## CoSi₂ under compression, forecast from its stretched side

Five calculated volumes of CoSi₂ trace the energy well of the crystal, but four of them lie on one side or close to the bottom of it. Only one is clearly compressed. How much energy and pressure does it take to push the crystal two further steps inward?

Ansatz 0.2.0, scalar-relativistic all-electron LAPW calculations with the PBE functional for CoSi₂ (Fm-3m, 3-atom cell), with collinear spins started from 2 μB on Co. The k mesh is 9 × 9 × 9, with Fermi-Dirac smearing of 0.05 eV. The cell is scaled at fixed shape and fractional coordinates, and energies are counted from the minimum of the fitted curve.

| volume (Å³/atom) | energy (meV/atom) | pressure (GPa) | cell moment (μB) |
| --- | --- | --- | --- |
| 12.04 | ? | ? | ? |
| 12.29 | ? | ? | ? |
| 12.55 | 3.87 | 4.340 | 0.000 |
| 12.80 | 0.05 | 0.520 | 0.000 |
| 13.06 | 2.02 | -2.900 | 0.000 |
| 13.32 | 9.16 | -5.960 | 0.000 |
| 13.57 | 20.91 | -8.680 | 0.000 |

Energy is counted per atom from the bottom of the well. A positive pressure means that the crystal must be squeezed to hold its volume, a negative one that it must be pulled. The pressure crosses zero just above 12.80 Å³/atom, so the last three rows are states under tension.

### What the known rows say

The volumes are evenly spaced, yet the pressure changes less with each step outward: by 3.82 GPa from 12.55 to 12.80 Å³/atom, but only by 2.72 GPa in the last step. Expressed as a stiffness, the pressure change per relative change of volume, this is a fall of about 24 %. Read in the other direction, the crystal hardens as it is squeezed.

Two limiting cases show why the well must be lopsided. Pulled far apart, the atoms stop attracting each other, and the restoring force has to fade. Pushed close together, their electrons are confined to less space and their closed shells overlap, so kinetic energy and Pauli repulsion grow faster than bonding can repay. This is the standard picture of cohesion; the table shows the hardening but does not separate its parts.

Near the bottom, any smooth well looks like a parabola, which is Hooke's law. A parabola in volume treats squeezing and stretching alike, so it should ask too little energy for compression and too much for expansion. At 13.57 Å³/atom it already gives 23.2 meV/atom where the calculation finds 20.91.

### A strain that knows the difference

A better measure of deformation is f = [(V₀/V)^(2/3) − 1]/2, where V is the volume and V₀ its value at the bottom of the well. It depends on the inverse square of a length, as does the kinetic energy of free electrons in a shrinking box. Equal steps in volume therefore count for more on the compressed side. Much of the lopsidedness is in the model before any cubic term is added.

The energy is then written as a term in f² plus a smaller one in f³, which is the third-order Birch-Murnaghan form. Its two coefficients and V₀ were fitted to the five known energies alone. The pressure follows from the slope of the energy with volume and needs no further constant.

The row at 12.29 Å³/atom, which was not part of the fit, serves as a worked case. With V₀ = 12.84 Å³/atom, f is 0.0148, and the energy in meV/atom is

64 300 × 0.0148² + 40 700 × 0.0148³ = 14.1 + 0.1 = 14.2.

The cubic term adds only about one part in a hundred. That makes a short extrapolation reasonable, because the coefficient that the known rows fix least well also matters least.

### Forecasts

- **12.29 Å³/atom:** energy 14.2 ± 0.2 meV/atom, pressure 8.6 ± 0.2 GPa.
- **12.04 Å³/atom:** energy 31.7 ± 0.6 meV/atom, pressure 13.4 ± 0.3 GPa.

Both energies should lie above the parabola, and the stiffness should keep rising. The error bars are roughly the change that follows if the cubic term is dropped. They express doubt about the form of the curve and are not a statistical interval.

The forecast also assumes that the electrons stay in the same kind of state. The cell moment is zero in every known row, even under tension, where narrower d bands would favour magnetism. Zero is therefore expected under compression too, though this is hardly a forecast: the program reports that the starting moment was lost at all volumes. With one cobalt atom in the cell, antiferromagnetic order had no chance to appear.

The withheld rows as computed:

| volume (Å³/atom) | energy (meV/atom) | pressure (GPa) | cell moment (μB) |
| --- | --- | --- | --- |
| 12.04 | 31.62 | 13.370 | 0.000 |
| 12.29 | 14.14 | 8.610 | 0.000 |

### Hits, and error bars that were too wide

All four values fall within their ranges, and the cell moment is zero. The energies are 14.14 and 31.62 meV/atom, both above the parabola, and the stiffness rises with each step inward. At the smallest volume the fitted curve is too high by only 0.05 meV/atom, less than a tenth of the error bar.

The ranges were too cautious because they guarded against an error that the known rows could already expose. Without the cubic term the curve would have come out 0.55 meV/atom too low at 12.04 Å³/atom, close to the full error bar. But that simpler curve also follows the known energies several times less closely. The analysis printed below the text compares the two.

The success belongs to the smoothness of one calculated curve. Its energies carry a basis error of about 1 meV/atom, much of which probably cancels between neighbouring volumes, so a match to hundredths is no measure of absolute accuracy. The energy zero comes from the calculation's own curve, fitted to all seven volumes, so the two forecast rows had a small share in the numbers used to predict them. Pressure is minus the slope of the energy with volume, so its agreement follows largely from that of the energies and should not be counted as a second, independent success.

### What this means for an estimate

For a quick estimate, the bulk modulus of about 178 GPa says that each per cent of volume costs 1.8 GPa. At 12.04 Å³/atom this linear rule gives 178 × 0.80/12.84 = 11.1 GPa, about one sixth below the calculated pressure. At 13.57 Å³/atom it errs by a similar fraction the other way and overstates the tension. The rule thus serves for a per cent or two of volume change under equal pressure from all sides; beyond that, the hardening has to be included.

The same reasoning carries over to other solids whose electrons change only gradually with volume. A volume series for a ferromagnet such as bcc iron would need more care. Its moment shrinks as the atoms approach, and the energy tied to that moment changes along the curve. Stretched states would then be a poorer guide to compressed ones, whereas in CoSi₂ no cell moment intervenes, and the five known rows, three of them stretched and only one clearly compressed, were a good guide to the next two steps inward.

The analysis program printed:

```
fit of energy on 5 rows: coefficient of (((s/v)**(2/3)-1)/2)**2 64283 +/- 67, coefficient of (((s/v)**(2/3)-1)/2)**3 40657 +/- 3917, s 12.84; rms 0.00425, worst 12.8 0.00764, leave-one-out rms 0.0105
  rows outside the fit (model, value, miss): 12.04 31.67, 31.62, 0.0499; 12.29 14.15, 14.14, 0.00861
fit of energy on 5 rows: coefficient of (((s/v)**(2/3)-1)/2)**2 63793 +/- 90, s 12.84; rms 0.0255, worst 13.32 -0.0402, leave-one-out rms 0.0852
  rows outside the fit (model, value, miss): 12.04 31.07, 31.62, -0.547; 12.29 13.96, 14.14, -0.179
Third-order fit to known energies carried to all rows:
    row  Co-Si Å  parabola meV/atom  pressure from fit GPa  fit less computed GPa  stiffness from row above GPa
  12.04    2.272              28.05                   13.4                0.03371                           n/a
  12.29    2.288              13.04                  8.611                0.00114                         226.1
  12.55    2.304              3.705                  4.332              -0.008078                         207.1
   12.8    2.319            0.05734                 0.5091               -0.01095                         189.1
  13.06    2.335              2.091                 -2.907               -0.00744                         172.7
  13.32     2.35              9.806                 -5.961              -0.001447                         157.6
  13.57    2.365               23.2                 -8.692               -0.01162                         142.8
Bulk modulus at the minimum from known energies, GPa: 178.2
Pressure slope of the bulk modulus from known energies: 4.632
Third-order less second-order energy at 12.29, meV/atom: 0.1873
Third-order less second-order energy at 12.04, meV/atom: 0.5972
Third-order less second-order pressure at 12.29, GPa: 0.168
Third-order less second-order pressure at 12.04, GPa: 0.3579
Forecast energy above the parabola at 12.04, percent: 12.92
Fitted energy above the parabola at 13.57, percent: -9.884
Fall of stiffness from first to last known pair, percent: 24.48
Largest cell moment in the withheld rows, Bohr magneton: 0
```
